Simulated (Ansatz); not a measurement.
## ZrC: energy less free atoms and pressure against volume scale

Results calculated with Ansatz 0.2.0, not measured. Periodic Kohn-Sham DFT of a crystal at fixed atoms, scaled to volume_scale times the given cell; pressure positive in compression, energy less spherical unpolarised free atoms, largest_vzz the field gradient of largest size among the nuclei.

The cell before it is scaled or strained (space group Fm-3m, No. 225):
```
cell vectors (Å)
   0.0000     2.3502     2.3502
   2.3502     0.0000     2.3502
   2.3502     2.3502     0.0000
atoms (fractions of the cell vectors)
Zr  0.50000  0.50000  0.50000
C   0.00000  0.00000  0.00000
```

Settings of every row: method all-electron LAPW; functional PBEsol; relativity scalar; k mesh 15x15x15; filling fermi-dirac; smearing width 0.05 eV; basis error target 0.5 meV/atom; nucleus gaussian.

Atom start moment: 0 on all atoms.

| row | volume scale | V (Å³/atom) | energy less free atoms (eV/atom) | pressure (GPa) |
| --- | --- | --- | --- | --- |
| 1 | 0.94 | 12.202 | -9.655 | 10.763 |
| 2 | 0.96 | 12.462 | -9.6678 | 5.134 |
| 3 | 0.98 | 12.722 | ? | ? |
| 4 | 0.99 | 12.851 | -9.671 | -2.295 |
| 5 | 1 | 12.981 | -9.6682 | -4.527 |
| 6 | 1.01 | 13.111 | -9.6637 | -6.647 |
| 7 | 1.02 | 13.241 | -9.6575 | -8.661 |
| 8 | 1.04 | 13.5 | -9.6404 | -12.39 |
| 9 | 1.06 | 13.76 | -9.6175 | -15.753 |

Question: what energy less free atoms and pressure should row 3 give?

Worked fit of energy less free atoms. Take u = (V_r/V)^(2/3) − 1 with V_r = 13.046 Å³ an atom, which is twice the finite (Eulerian) strain; such expansions in the strain, on which the Birch-Murnaghan equation of state is built, carry the rest volume and the bulk modulus. The shown rows have u = 0.0456, 0.031, 0.01009, 0.00334, -0.00331, -0.00984, -0.02255, -0.0349. Least squares give energy less free atoms = −9.66618 − 0.6837 × u + 20.368 × u² eV/atom; a straight line predicts inner rows, each left out in turn, worse (root mean square 0.011 against 2.2e-05 eV/atom). All shown rows lie on it to the printed digit. Its lowest point lies at u = 0.0168, or V = 12.72 Å³ an atom, and the curvature there gives the bulk modulus at fixed shape and fractions, B = (4/9)(1 + u)² E″(u)/V = 236 GPa. The withheld row has u = 0.01691, so the fit gives −9.66618 − 0.6837 × (0.01691) + 20.368 × (0.01691)² = -9.6719 eV/atom.

The calculation gave -9.6719 eV/atom. The fit meets it to the printed digit.

Worked fit of pressure. Take u = (V_r/V)^(2/3) − 1 with V_r = 13.046 Å³ an atom, which is twice the finite (Eulerian) strain; such expansions in the strain, on which the Birch-Murnaghan equation of state is built, carry the rest volume and the bulk modulus. The shown rows have u = 0.0456, 0.031, 0.01009, 0.00334, -0.00331, -0.00984, -0.02255, -0.0349. Least squares give pressure = −5.6021 + 320.213 × u + 845.98 × u² GPa; a straight line predicts inner rows, each left out in turn, worse (root mean square 0.45 against 0.0087 GPa). The rows lie off it by 0.004, -0.003, -0.010, -0.004, 0.006, 0.010, 0.003, -0.006 (root mean square 0.0063 GPa). The pressure vanishes at u = 0.0168, or V = 12.72 Å³ an atom, and there the bulk modulus at fixed shape and fractions is B = −V dP/dV = (2/3)(1 + u) dP/du = 236 GPa. The withheld row has u = 0.01691, so the fit gives −5.6021 + 320.213 × (0.01691) + 845.98 × (0.01691)² = 0.055 GPa.

The calculation gave 0.055 GPa. The fit meets it to the printed digit.
